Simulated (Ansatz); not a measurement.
BiAu: the change of energy less free atoms and pressure with volume per atom

Periodic Kohn-Sham DFT of a crystal at fixed atoms; pressure and stress are positive in compression; the energy is the free energy less that of spherical unpolarised free atoms; site moments are those in the method's own spheres, positive along +z. The results are calculated, by Ansatz 0.2.0.

Cell of the first row (space group Fm-3m, No. 225):
```
CELL_PARAMETERS angstrom
0.00000 2.91230 2.91230
2.91230 0.00000 2.91230
2.91230 2.91230 0.00000
ATOMIC_POSITIONS crystal
Au 0.00000 0.00000 0.00000
Bi 0.50000 0.50000 0.50000
```

Settings of every row: method all-electron LAPW; functional PBE; relativity scalar; k mesh 12x12x12; filling fermi-dirac; smearing width 0.03 eV; basis error target 0.25 meV/atom; nucleus gaussian.

Atom start moment: 0 on all atoms.

Limits: no spin-orbit coupling on heavy atoms; the cell comes from a prototype or a list of computed structures and needn't be the stable phase.

```
row  volume per atom (Å³)  energy less free atoms (eV/atom)  pressure (GPa)
  1                  24.7                            -3.544           5.152
  2                25.738                           -3.5652           1.545
  3                26.263                           -3.5677           0.025
  4                26.788                           -3.5655          -1.321
  5                27.839                                 ?               ?
```

Question: what energy less free atoms and pressure should row 5 give?

Worked fit of energy less free atoms. Take u = (V_r/V)^(2/3) − 1 with V_r = 26.001 Å³ an atom, which is twice the finite (Eulerian) strain; such expansions in the strain, on which the Birch-Murnaghan equation of state is built, carry the rest volume and the bulk modulus. The shown rows have u = 0.03481, 0.0068, -0.00666, -0.01968. Least squares give energy less free atoms = −3.56709 + 0.1876 × u + 13.659 × u² eV/atom; a straight line predicts inner rows, each left out in turn, worse (root mean square 0.0062 against 6e-05 eV/atom). All shown rows lie on it to the printed digit. The withheld row has u = -0.04451, so the fit gives −3.56709 + 0.1876 × (-0.04451) + 13.659 × (-0.04451)² = -3.5484 eV/atom.

The calculation gave -3.5492 eV/atom. The fit lies 0.0008 eV/atom (3.4 % of the column's range) above it; its largest miss of a shown row is 0.0000 eV/atom. This row lies beyond the range of the fit.

Worked fit of pressure. Take u = (V_r/V)^(2/3) − 1 with V_r = 26.001 Å³ an atom, which is twice the finite (Eulerian) strain; such expansions in the strain, on which the Birch-Murnaghan equation of state is built, carry the rest volume and the bulk modulus. The shown rows have u = 0.03481, 0.0068, -0.00666, -0.01968. Least squares give pressure = 0.7598 + 113.093 × u + 375.66 × u² GPa; a straight line predicts inner rows, each left out in turn, worse (root mean square 0.17 against 0.0035 GPa). The rows lie off it by 0.000, -0.001, 0.002, -0.001. The pressure vanishes at u = -0.0069, or V = 26.27 Å³ an atom, and there the bulk modulus at fixed shape and fractions is B = −V dP/dV = (2/3)(1 + u) dP/du = 71.5 GPa. The withheld row has u = -0.04451, so the fit gives 0.7598 + 113.093 × (-0.04451) + 375.66 × (-0.04451)² = -3.530 GPa.

The calculation gave -3.563 GPa. The fit lies 0.033 GPa (0.38 % of the column's range) above it; its largest miss of a shown row is 0.002 GPa. This row lies beyond the range of the fit.
